At a volume of 10.661 Å³ per atom, the entry under "electrons outside these shells" looks wrong. The two smaller cells before it both give 0.530, and then the value jumps to 0.550, the largest step in the column. The entry is sound. It marks a change of magnetic state, and a hand estimate of this quantity must take that change into account.

AlCo3 (space group Pm-3m, 4-atom cell) at fixed volumes, computed with Ansatz 0.2.0: scalar-relativistic PBEsol, PAW, collinear spin, plane-wave cutoff 420 eV, 12×12×12 k mesh, Gaussian smearing of 0.1 eV. The last column counts electrons per cell not included in the Löwdin populations of the shells Al 3s, 3p and Co 3s, 3p, 3d, 4s.

| volume (Å³/atom) | shortest distance (Å) | electrons outside these shells (e) |
| --- | --- | --- |
| 9.671 | 2.391 | 0.520 |
| 10.001 | 2.418 | 0.530 |
| 10.331 | 2.445 | 0.530 |
| 10.661 | 2.470 | 0.550 |
| 10.990 | 2.496 | 0.560 |
| 11.320 | 2.520 | 0.560 |
| 11.422 | 2.528 | 0.560 |
| 11.433 | 2.529 | 0.560 |
| 11.650 | 2.545 | 0.560 |
| 12.089 | 2.576 | 0.570 |

The calculation treats 54 electrons in a cell of one Al and three Co atoms. It projects them onto a list of atomic shells and adds up what each shell holds. The column gives what is left over, about one per cent of the electrons. The table rounds it to 0.01, which creates the flat stretches. Adding up the shell populations of the same runs gives a finer value, which rises from 0.524 in the smallest cell to 0.568 in the largest.

The magnetic moments explain the odd row. In the three smallest cells the whole cell carries between 1.3 and 1.7 Bohr magnetons (µB). At 10.661 it carries 3.7, and further expansion adds little. The pressure shows the same break: it falls by about 9 GPa from 10.001 to 10.331, but by only about 2 GPa over the next, equally large step. A single smooth curve through all the volumes would therefore join two different states of the metal, whether it described pressure or populations.

Two limiting cases make these states easier to picture. Without magnetism, the two spin directions would be occupied alike and would leave equal amounts outside the listed shells. The smallest cell still has a moment, but its leftover is close to that limit, with 0.261 electrons missed in the majority spin and 0.263 in the minority spin. At the other extreme, the majority 3d shell of cobalt is full and the moment has little room left to grow. The larger cells approach this second limit, with about 4.6 of the 5 possible majority 3d electrons on each Co atom.

Band theory offers a reason why expansion favours the second state. As the atoms move apart, their 3d orbitals overlap less and the 3d bands become narrower. Moving electrons from one spin to the other then costs less kinetic energy, while the gain in exchange energy remains. At some volume the gain wins, and here the moment more than doubles between two neighbouring rows.

The growth of the leftover goes together with a loss of charge from cobalt's 3d shell. From the smallest cell to the largest, the three Co atoms together lose about 0.30 electrons from 3d. About half of that amount reappears in the shells of aluminium, and the leftover grows by 0.044, or roughly one electron for every seven that leave 3d. Across the magnetic jump alone the proportion is similar, about one in six. Part of the shift between shells may be bookkeeping, because the projection has to divide charge between overlapping orbitals: over the whole range even the filled 3s shells of cobalt appear to gain about 0.04 electrons in all.

Theory suggests why charge leaves 3d when the crystal expands. Broad s and p states pay a high price in kinetic energy when they are squeezed, so compression pushes electrons from them into the compact 3d shell. Expansion reverses this flow. The list of shells has no Co 4p and no Al 3d, so part of the charge arriving in broad states has no shell to be counted in. That these two shells would catch most of the leftover is a reasonable guess; a projection that includes them would test it.

The magnetic jump moves charge in the same direction by another route. Exchange pushes the minority 3d level of cobalt up in energy, towards the 3p states of aluminium, and the occupied minority states should then mix in more p character. The populations agree: across the jump, Al 3p gains 0.05 minority electrons and loses 0.04 majority electrons. The leftover follows the same pattern, gaining 0.025 in the minority spin and losing 0.008 in the majority spin. It behaves like broad p-type charge.

The same division by spin appears when the high-moment cells expand further. From 10.661 to 12.089 the minority leftover grows from 0.294 to 0.312, while the majority leftover hardly moves. The minority spin is also the one in which 3d keeps losing charge. If the orbitals simply covered less of a roomier cell, both spins would be expected to show it, although the charge that the majority 3d shell gains here could hide part of the effect. The three low-moment cells are less clear: there the leftover rises in both spins, from 0.261 to 0.264 in the majority and from 0.263 to 0.269 in the minority, so poorer coverage may play a part.

These observations lead to a short rule. The volumes stay within about 12% of 11 Å³ per atom, so the effect of volume can be taken as a straight line around that value. The magnetic state enters as a constant shift, because the slopes within the two states are similar, 0.014 and 0.012 electrons per Å³ per atom. With V for the volume per atom in Å³, the rule is

electrons outside = 0.555 + 0.0125 × (V − 11) − 0.014 if the cell is in the low-moment state.

The factor 0.0125 is one eightieth, so the volume term can be worked out in the head. The three constants are rounded from a least-squares fit to all ten rows, including the two used below as examples.

Take the compressed cell at 10.001 first. It lies 0.999 below the reference volume, so the volume term is −0.999/80, or −0.0125. The cell is in the low-moment state, which takes off another 0.014. The estimate is 0.555 − 0.0125 − 0.014 = 0.5285, and the calculation gives 0.528.

The stretched cell at 11.650 needs only one correction. It lies 0.650 above the reference volume, so the volume term is 0.650/80, or 0.008. The cell is in the high-moment state and nothing is taken off. The estimate is 0.563, which is also the calculated value to three decimals.

Over the ten rows the rule misses the finer values by at most 0.0011 electrons, about a fortieth of the whole rise. A straight line in volume that ignores the magnetic state misses by up to 0.0056, and its worst row is the one that looked wrong at the start. When each row in turn is left out of the fit and then predicted, the typical error is 0.0009 with the magnetic shift and 0.004 without it. The printed output below gives the estimate for every row. Against the rounded table the rule can be off by 0.005, which comes mainly from the rounding.

The weak point of the rule is choosing the state. Up to 10.331 the calculation found the low moment and from 10.661 the high one, but the rows do not show where between them the switch lies, or whether it is sudden. At 10.5 the rule gives 0.535 for one state and 0.549 for the other, and both should be quoted. A wrong choice costs as much as an error of about 1.1 Å³ per atom in the volume.

If the switch is sudden, both states may exist at the same volume near it. Only one solution is given for each cell, and for the unstrained cell at 10.990 its stability was not checked, although its moment fits those of its neighbours. Calculations at 10.331 and 10.661 with the moment held at each of the two values would show which state is lower in energy. The switch may also move with the density functional, since functionals differ in how strongly they favour magnetism.

A third limiting case shows why the line must not be extended far. Pull the atoms completely apart, and each electron returns to an atomic shell. Free cobalt has its outer electrons in 3d and 4s, and free aluminium in 3s and 3p, all of which are on the list. The leftover should then drop almost to zero, if the listed orbitals resemble those of the free atoms. The rise seen here should therefore turn round at some larger volume, and the table does not reach that point.

The result also needs care in use. The half electron left over is charge that the chosen shells fail to describe; it is not a count of free electrons between the atoms, and a longer list of shells would change it. For a related cobalt alloy the constants would have to be found again, but the reasoning can start from the same two questions. Does the change move charge out of 3d, and does the list contain the shells that receive it? If charge leaves 3d for shells that are not listed, the leftover should grow.

The analysis program printed:

```
fit of out on 10 rows: constant 0.5548 +/- 0.00032, coefficient of x 0.01257 +/- 0.00054, coefficient of low -0.01394 +/- 0.00086; rms 0.000548, worst 12.089 0.000957, leave-one-out rms 0.000943
fit of out on 10 rows: constant 0.5509 +/- 0.0012, coefficient of x 0.02 +/- 0.0016; rms 0.00338, worst 10.661 -0.00557, leave-one-out rms 0.00426
Missed electrons and the hand rule:
     row  missed e  majority e  minority e  moment muB  pressure GPa  volume term e  hand rule e  rule less value e
   9.671    0.5237      0.2612      0.2625       1.276         28.32       -0.01661       0.5244          0.0006875
  10.001    0.5281      0.2628      0.2653        1.44         17.65       -0.01249       0.5285          0.0004125
  10.331     0.533      0.2637      0.2693       1.667         8.807      -0.008363       0.5326         -0.0003625
  10.661    0.5497      0.2559      0.2938         3.7         6.613      -0.004238       0.5508           0.001063
   10.99    0.5552      0.2564      0.2988       3.814     0.0001369      -0.000125       0.5549          -0.000325
   11.32    0.5593      0.2567      0.3026       3.865        -5.792          0.004        0.559            -0.0003
  11.422    0.5606      0.2565      0.3041       3.876        -7.412       0.005275       0.5603          -0.000325
  11.433    0.5604      0.2564       0.304       3.877        -7.576       0.005412       0.5604           1.25e-05
   11.65    0.5629      0.2563      0.3066       3.897        -10.74       0.008125       0.5631           0.000225
  12.089    0.5675      0.2554      0.3121       3.943        -16.16        0.01361       0.5686           0.001112
mean missed share of the 54 electrons in per cent: 1.019
slope within the low-moment rows in e per Å³/atom: 0.01409
slope within the high-moment rows in e per Å³/atom: 0.01246
step of missed electrons from 10.331 to 10.661 in e: 0.0167
majority-spin part of that step in e: -0.007842
minority-spin part of that step in e: 0.02454
change of Al 3p majority population in that step in e: -0.0356
change of Al 3p minority population in that step in e: 0.0518
change of the 3d population of all three Co in that step in e: -0.1029
loss of the 3d population of all three Co over the whole range in e: 0.2994
largest miss of the hand rule in e: 0.001112
largest miss of the hand rule against the rounded table in e: 0.005125
```
